Thermal shift of a molecular level: the Allen-Heine-Cardona formula on N2, O2 and P2

The band gap of a semiconductor moves with temperature partly because the atoms vibrate. A diatomic gas has one vibration, so every term of the theory (Allen and Heine, 1976) can be followed by hand.

The formula

Electrons are taken to follow the nuclei instantly, so a level εn is a function of the real, mass-weighted normal coordinates Qν. Expand to second order and average over harmonic vibrations. Linear and cross terms average to zero, and ⟨Qν²⟩ = (ħ/ων)(nν + 1/2) with nν = 1/[exp(ħων/kT) − 1]. Hence

Δεn(T) = Σν (∂εn/∂nν)(nν + 1/2), ∂εn/∂nν = (ħ/2ων) ∂²εn/∂Qν².

The shift is counted from the level at clamped equilibrium positions. Second-order perturbation theory in the one-electron Hamiltonian H(Q) splits the curvature:

∂²εn/∂Q² = 2 Σ(m≠n) |⟨m|∂H/∂Q|n⟩|²/(εn − εm) + ⟨n|∂²H/∂Q²|n⟩.

The sum is the Fan part, the last term the Debye-Waller (DW) part. The split depends on the basis; only the total is the curvature. For a bond of length R, stretch u and reduced mass μ, Q = √μ·u, so ∂ε/∂n = ε″u0², with ε″ = d²ε/dR² and u0² = ħ/(2μω).

The model

Use orthogonal s and p orbitals that move with the atoms, and hoppings ηx with x = ħ²/(mR²), m the electron mass, ħ²/m = 7.62 eV Å². Write H = H0 + xW, with H0 the atomic levels and W the matrix of η values. Then dH/dR = −(2/R)xW and d²H/dR² = (6/R²)xW.

Approximate inputs: Harrison's magnitudes 1.32 (ssσ), 2.22 (ppσ), 0.63 (ppπ); nitrogen levels εs = −26.2 eV, εp = −13.8 eV; R = 1.098, 1.208, 1.893 Å, μ = 7.00, 8.00, 15.5 u and ħω = 292, 196, 97 meV for N2, O2, P2. The spσ value, 1.75, was chosen to put the slope of the N2 3σg level near 2.5 eV/Å, the size implied by the typical 0.02 Å lengthening of the bond on ionisation.

The stretch keeps the molecular symmetry, so it couples only levels of equal symmetry and leaves π pairs degenerate. A valence π level has no partner in this basis: ε = εp ∓ 0.63x (upper sign bonding πu, lower sign antibonding πg), no Fan part, and ε″ = ∓6(0.63x)/R².

The HOMO of N2, 3σg, has a partner, 2σg. With x = 6.32 eV the σg block has diagonal elements εs − 1.32x = −34.5 eV and εp − 2.22x = −27.8 eV and coupling 1.75x = 11.1 eV. Its eigenvalues are −42.7 and −19.6 eV, 23.1 eV apart. The element |⟨2σg|dH/dR|3σg⟩| is 10.8 eV/Å, so Fan = 2(10.8)²/23.1 = 10.1 eV/Å², while DW = −7.1 eV/Å². The adiabatic step is safe: ħω is 1.3 % of the spacing. One flaw: the model puts 1πu at −17.8 eV, above 3σg, the reverse of the accepted ionisation order.

Model results

Fan and DW in eV/Å², u0² in 10⁻³ Å², energies in meV; 1300 K is a furnace temperature.

Level | Fan | DW | u0² | ∂ε/∂n | n(1300 K) | Δε(0) | Δε(1300 K)
N2 3σg (HOMO) | 10.1 | −7.1 | 1.02 | 3.1 | 0.080 | 1.5 | 1.8
N2 1πu | 0 | −19.8 | 1.02 | −20 | 0.080 | −10 | −12
O2 1πg (HOMO) | 0 | 13.5 | 1.33 | 18 | 0.21 | 9.0 | 13
P2 2πu (HOMO) | 0 | −2.2 | 1.39 | −3.1 | 0.73 | −1.6 | −3.8

Reading the trend

Sign of DW. 1/R² is convex, so vibration raises the average strength of the hopping. Bonding levels go down and antibonding levels go up.

Sign of Fan. The denominator decides: levels below push up, levels above push down. The 3σg level is pushed up by 2σg, which offsets its negative DW part and leaves 3.0 eV/Å². Such a remainder is fragile. With Harrison's usual spσ value, 1.42, Fan is 11.7 and DW −18.8, and the total turns to −7.1 eV/Å².

Size. For π levels ∂ε/∂n scales as u0²/R⁴. From N2 to P2, R⁴ grows by 8.8 and u0² by 1.36, so the coefficient falls by 6.5.

Temperature. The stiff N2 bond has n = 1.2×10⁻⁵ at 300 K, against 0.024 for P2, so its vibrational shift is zero-point only. For kT ≫ ħω, n + 1/2 → kT/ħω and Δε → ε″kT/(2K), with K = μω² the force constant. This limit is linear in T and independent of mass, whereas the zero-point shift at fixed K scales as 1/√μ.

What the harmonic average omits

A real bond lengthens as it vibrates, the molecular counterpart of thermal expansion. For a Morse well of range parameter a, the force is −Ku + (3a/2)Ku² + …, and its average vanishes, so ⟨u⟩ ≈ (3a/2)⟨u²⟩ = 3a·u0²(n + 1/2). This adds 3aε′u0² to ∂ε/∂n, with ε′ = dε/dR. The model slopes for the four rows are 2.6, 7.3, −5.4 and 1.4 eV/Å. With approximate a = 2.5, 2.5, 1.6 Å⁻¹ for N2, O2, P2 the additions are 20, 56, −54 and 9.4 meV. Each exceeds the harmonic coefficient; for π levels the ratio is −aR, so the net sign reverses.

A free molecule also rotates. The classical centrifugal force 2kT/R stretches the bond by 2kT/(KR). For N2, K = 143 eV/Å², and at 1300 K the stretch is 1.4×10⁻³ Å. It raises 3σg by 3.7 meV, against 0.24 meV for the thermal part (∂ε/∂n)n of the harmonic formula. The term is linear in T and still gives 0.86 meV at 300 K, so the level of the free molecule drifts even where its vibration is frozen.

All these numbers are the model's. As typical knowledge, taking the level as minus the vertical ionisation energy, the potential curves of molecule and ion imply a 3σg curvature within about 2 eV/Å² of zero and probably negative, so the model is too high there and unsure in sign, while its O2 and P2 curvatures are too small in magnitude by roughly a factor of two. Its P2 slope is likewise too small, about half the 3 eV/Å or so that the same curves imply, which would put the anharmonic addition near 20 meV instead of 9.4.

Carrying it to a crystal

The same formula is summed over all phonon branches and wavevectors, and expansion enters as a separate term. Soft acoustic modes are well populated at 300 K, so gaps drift where the vibrational part of the N2 shift is frozen. Fan and DW must cancel exactly for a rigid translation, so neither is meaningful alone. The adiabatic step fails where εn − εm is comparable with ħω and the coupling is strong, as at band edges of polar crystals such as GaN, where long-wavelength longitudinal optical phonons require ±ħω in the Fan denominators.